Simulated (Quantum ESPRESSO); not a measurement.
# Shift and splitting of the zone-centre optical modes of zinc-blende BP under strain along [001], from LDA linear response

The usual rule of thumb is that a Raman line moves in proportion to strain, down in tension and up in compression, so that one coefficient per crystal turns a line position into a strain. We test it on zinc-blende BP, stretched and compressed by up to 1 % along the cube axis z with the x and y edges held. Strain lifts the threefold degeneracy of the optical mode, giving a singlet polarised along z and a doublet polarised in the x-y plane. We need the slope of each and the difference between them. Shifts are measured from the computed unstrained crystal at 821.16 cm⁻¹, and the splitting is singlet minus doublet.

## Method

One crystal, BP (zinc-blende) (known phase), relaxed once; z is the cube axis [001]. The cell was stretched along z with the other edges held. Forces on the atoms are under 0.01 eV/Å in every row. Program: Quantum ESPRESSO 7.5, plane waves, LDA, PseudoDojo norm-conserving potentials, scalar-relativistic, no spin-orbit coupling, no spin; linear response. Plane-wave runs: cutoff 1143 eV; k meshes with a least product of divisions and cell-vector length from 37 to 39 Å; fixed occupations. The tabled runs alone: cutoff 1143 eV, k length 38 Å, k mesh 12×12×12.

Notes on method and selection:

- Harmonic values at the static lattice; measured values carry thermal expansion and anharmonic shifts at their temperature.
- For a cubic two-atom crystal the shifts follow the phonon deformation potentials p and q: singlet Δω = [p·ε_zz + q·(ε_xx + ε_yy)]/(2ω₀), doublet Δω = [p·ε_xx + q·(ε_yy + ε_zz)]/(2ω₀).
- In a polar crystal the macroscopic field, left out here, lifts whichever component is longitudinal for the scattering geometry, at rest by 7.5 cm⁻¹.
- Runs that did not converge, have known faults or may not be shown are not listed, and runs on Ansatz's PAW sets soft_1 and soft_2 are kept to separate tables.

Columns:

- uniaxial strain (%): strain along z, the x and y edges held; tension positive.
- stress (GPa): stress along z, tension positive.
- singlet mode (cm⁻¹): zone-centre optical mode, singlet, polarised along z; no LO-TO term, no sum rule.
- doublet mode (cm⁻¹): zone-centre optical mode, doublet, polarised in the x-y plane; no LO-TO term, no sum rule.
- splitting (cm⁻¹): singlet minus doublet.

Input lines of one member:

```
phonons
&INPUTPH
  prefix = 'x'
  outdir = './tmp'
  fildyn = 's.dyn'
  tr2_ph = 1.0d-18
/
0.000000000000 0.000000000000 0.000000000000
```

Command (options for logging and memory left out): `OMP_NUM_THREADS=1 mpirun -n 4 ph.x -nk 4 -in ph.in > ph.out`

## Numbers

```
member  uniaxial strain (%)  stress (GPa)  singlet mode (cm⁻¹)  doublet mode (cm⁻¹)  splitting (cm⁻¹)
−1.0 %  −1.0                 −3.61         829.56               829.23               0.33
−0.5 %  −0.5                 −1.79         825.40               825.19               0.21
+0.0 %  0.0                  0.01          821.16               821.16               0.00
+0.5 %  0.5                  1.79          816.85               817.14               −0.29
+1.0 %  1.0                  3.56          812.46               813.13               −0.67
```

Least-squares fits to the whole series, with x = uniaxial strain (%); R² and errors in the fitted variable (y, or ln y where the fit is in ln y):

```
y                    members  fit                      R²    rms residual  leave-one-out rms  the same for the mean of the others
singlet mode (cm⁻¹)  5        y = 821.086 − 8.55000 x  1.00  0.063         0.13               7.6
doublet mode (cm⁻¹)  5        y = 821.17 − 8.0500 x    1.00  0.0084        0.017              7.1
```

## Interpretation

Per per cent of tension the singlet falls by 8.55 cm⁻¹ and the doublet by 8.05 cm⁻¹, so the splitting changes by −8.55 + 8.05 = −0.50 cm⁻¹. The shift is thus about sixteen times the splitting for the doublet and seventeen times for the singlet.

The simplest model has three parameters and follows in four steps.

First, symmetry fixes both atoms on their sites, so strain acts only through the force constants. A mode polarised along z obeys μω² = K, with μ the reduced mass and K the force constant for that direction.

Second, we take K as linear in strain. For strains along the cube axes, cubic symmetry then leaves two coefficients, p for strain along the polarisation and q for strain across it: ω² = ω₀² + p·ε_zz + q·(ε_xx + ε_yy) for the singlet, and ω² = ω₀² + p·ε_xx + q·(ε_yy + ε_zz) for the doublet.

Third, the held edges give ε_xx = ε_yy = 0. What remains is ω² − ω₀² = p·ε_zz for the singlet and q·ε_zz for the doublet.

Fourth, for small shifts ω² − ω₀² ≈ 2ω₀Δω. With x the strain in per cent, the singlet lies at ω₀ + a·x and the doublet at ω₀ + b·x, where a = p/(200ω₀) and b = q/(200ω₀).

The common softening has a simple origin: tension along z lengthens all four bonds of each atom equally, by about a third of the strain, and longer bonds are less stiff. The splitting is subtler. If equal central springs along the bonds were the only forces, each frequency would be proportional to the bonds' direction cosine along the polarisation. Tension tilts the bonds towards z and raises the ratio of their z cosine to their x cosine by the factor 1 + ε_zz. The singlet would then lie above the doublet by about ω₀·ε_zz, or 821.16 × 0.01 = 8.2 cm⁻¹ per per cent. The table has a small splitting of the opposite sign, so forces beyond these springs must cancel the effect of the tilt and slightly more.

## Fixing and testing the model

We fix the model on the unstrained member and the member at +1.0 %. The first gives ω₀ = 821.16 cm⁻¹. The second gives the two slopes, in cm⁻¹ per per cent:

a = 812.46 − 821.16 = −8.70

b = 813.13 − 821.16 = −8.03

The other three members then follow, with all frequencies in cm⁻¹.

**At +0.5 %**, the singlet is 821.16 − 8.70 × 0.5 = 816.81, against 816.85 in the table. The doublet is 821.16 − 8.03 × 0.5 = 817.15, against 817.14. The predicted splitting is (−8.70 + 8.03) × 0.5 = −0.34, against −0.29.

**At −0.5 %**, the singlet is 821.16 + 8.70 × 0.5 = 825.51, against 825.40. The doublet is 821.16 + 8.03 × 0.5 = 825.18, against 825.19. The predicted splitting is (8.70 − 8.03) × 0.5 = 0.34, against 0.21.

**At −1.0 %**, the singlet is 821.16 + 8.70 = 829.86, against 829.56. The doublet is 821.16 + 8.03 = 829.19, against 829.23. The predicted splitting is 8.70 − 8.03 = 0.67, against 0.33.

For a calibration that serves both signs of strain, slopes taken across zero are better. Between −0.5 % and +0.5 % the singlet changes by 816.85 − 825.40 = −8.55 and the doublet by 817.14 − 825.19 = −8.05. The pair at ±1.0 % gives the same two slopes. Read backwards, a fall of 1 cm⁻¹ in the singlet means 1/8.55 = 0.12 % of tension.

## Outliers

The model fails in the singlet under compression. Its line, drawn from the tension side, lies too high by 0.30 cm⁻¹ at −1.0 % and by 0.11 cm⁻¹ at −0.5 %. The doublet stays within 0.04 cm⁻¹ throughout. Small as the error is against the shift, it makes the predicted splitting at −1.0 % twice the one in the table.

The assumption that fails is linearity in strain. The mean of the singlet at ±1.0 % lies below the unstrained value by 821.16 − (829.56 + 812.46)/2 = 0.15 cm⁻¹. Replacing ω² by a linear frequency shift, the fourth step, accounts for only 8.55²/(2 × 821.16) = 0.04 cm⁻¹ of this. The rest is a second-order change of the force constant along z, which the model leaves out.

A splitting should therefore not be converted to strain with one coefficient for both signs: its size is 0.67 cm⁻¹ at +1.0 % but 0.33 cm⁻¹ at −1.0 %.

## Closing remarks

Within ±1 % and with the side edges held, the rule of thumb holds for the shift of either mode. Two omitted effects exceed the whole 1.00 cm⁻¹ range of the splittings.

The macroscopic field raises the longitudinal component by 7.5 cm⁻¹ at rest. In backscattering from a (001) face that is the singlet, so its shift must be taken from an unstrained line in the same geometry. How the field term changes with strain is not shown in the table.

Free sides contract under tension, which offsets part of the softening. For an assumed contraction of 0.2 of the strain, the singlet slope becomes −8.55 + 2 × 0.2 × 8.05 = −5.3 cm⁻¹ per per cent. The side constraint must therefore be known before a line is converted to strain.

[Logs are printed without paths, hosts, clocks, repeated set-up lines and the standing remarks that a program may print on its own settings, such as how far it seeks lower states.]
